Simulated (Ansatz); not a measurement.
# HfIr3 (AuCu3-type structure)

The computed numbers are results of PBEsol, scalar-relativistic (no spin polarisation) in the plane-wave PAW code Ansatz at 420 eV, 8×8×8 k-mesh, Gaussian smearing of 0.05 eV. The datasets are Ansatz's generated set soft_2.

```
CELL_PARAMETERS angstrom
3.92392 0.00000 0.00000
0.00000 3.92392 0.00000
0.00000 0.00000 3.92392
ATOMIC_POSITIONS crystal
Hf 0.00000 0.00000 0.00000
Ir 0.00000 0.50000 0.50000
Ir 0.50000 0.50000 0.00000
Ir 0.50000 0.00000 0.50000
```

The start was a prototype's sites filled with these elements; the Crystallography Open Database holds the compound in this structure.

The cell is relaxed to zero pressure at this level.

The cell has space group Pm-3m (read at 0.01 Å). In it the stress is 0.00, 0.00, 0.00, 0.00, 0.00, 0.00 GPa and the largest force component 0.000 eV/Å. Each change below starts from this cell, without further relaxation. Stress is in GPa, positive in compression, in the order xx, yy, zz, yz, xz, xy; energies are counted from the cell above and are free energies with the smearing's entropy, which match forces and stress in a metal.

**Question.** One atom was moved along a Cartesian axis, and these forces appeared. Which atom, and about how far?
```
atom  Fx (eV/Å)     Fy      Fz
 Hf1      0.000  0.000   0.713
 Ir2      0.000  0.000  -1.501
 Ir3      0.000  0.000   0.601
 Ir4      0.000  0.000   0.187
```

**Answer.** Atom 2 (Ir) is moved by 0.12 Å along z; the energy changes by 88.3 meV per cell.

**Question.** A single strain component, atoms carried along, gave the stress 0.01, 0.04, 0.04, 2.27, 0.00, 0.00. Which component, and about how large?

**Answer.** An engineering strain of -1 % in yz; the energy changes by 4.3 meV per cell.

For elements this heavy, spin–orbit coupling would shift levels and gaps; it isn't included here.

The restoring force on the displaced Ir follows the geometry of the close-packed lattice. Hf1 and Ir3 take up most of it, at 0.713 and 0.601 eV/Å, because their contacts with the moved atom have a component along z and are stretched or compressed. The contacts to Ir4 lie perpendicular to the motion and respond only transversely, hence the much smaller 0.187 eV/Å. Since the Hf–Ir and Ir–Ir contacts are equally long, the somewhat larger force on Hf suggests a stiffer heteroatomic bond, probably from the mixing of Hf and Ir d states that makes alloys of early and late transition metals so cohesive.

The shear response is also stiff. Every site is an inversion centre and stays one under homogeneous strain, so relaxing the atoms would not soften it. Both distortions raise the energy, but because each displacement repeats in every cell, they don't test instabilities that would enlarge the cell.
